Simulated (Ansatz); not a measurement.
## Strength of the C–N bond: C5H11NSi → C2H6NSi + C3H5

Gas-phase species: C5H11NSi `C=CCN([SiH3])C=C`, singlet; C2H6NSi `C=C[N][SiH3]`, doublet; C3H5 `[CH2]C=C`, doublet. The bond broken is the one whose loss leaves C2H6NSi `C=C[N][SiH3]`, relaxed to its own shape; its unpaired electron may spread away from that site.

Shapes, held fixed at every level: PBE0-D4/def2-TZVP. Flexible molecules stand in one conformer, not always the lowest. Programs: Ansatz 0.2.0. Electronic energies: no zero-point or thermal term.

| level | kind | ΔE (kJ/mol) |
| --- | --- | --- |
| HF/def2-SVP | Hartree–Fock | +109.8 |
| HF/def2-TZVPP | Hartree–Fock | +96.0 |
| SPW92/def2-TZVPP | LDA | +327.3 |
| PBE0-D4/def2-TZVPP | global hybrid | +254.1 |
| r2SCAN0-D4/def2-TZVPP | global hybrid | +223.5 |
| wB97M-V/def2-TZVPP | range-separated hybrid | +267.6 |
| wB97X-V/def2-TZVPP | range-separated hybrid | +264.6 |
| B2PLYP/def2-TZVPP | double hybrid | +245.9 |

B2PLYP/def2-TZVPP gives ΔE = +245.9 kJ/mol; the levels span +96.0 to +327.3. The median of the levels is +250.0. Hartree–Fock misses the correlation of the pair that is broken and comes out low. No measured value is set beside it here. Spin contamination: C2H6NSi (⟨S²⟩ up to 0.94), C3H5 (⟨S²⟩ up to 0.95). Open shells run unrestricted.

Breaking this C–N bond is clearly endothermic at every level, but the hybrids and the double hybrid, from +223.5 to +267.6 kJ/mol, fix its strength only roughly. The bond is probably weaker than an ordinary alkyl C–N single bond because both fragments gain conjugation on separation. C3H5 is the allyl radical, its unpaired electron shared between the two terminal carbons, while the nitrogen radical can delocalise its spin through the vinyl group in a 1-azaallyl pattern. Against this, the parent loses the conjugation of its nitrogen lone pair with the vinyl group, which the radical replaces with a three-electron π system.

The LDA value of +327.3 kJ/mol lies well above the others, in keeping with the familiar overbinding of the local density approximation. At the Hartree–Fock level, enlarging the basis lowers the energy, so the deficit there is not a small-basis artefact. Without a saturated or silyl-free analogue, the separate contributions of allyl, vinyl and silyl to the bond weakening remain undetermined.
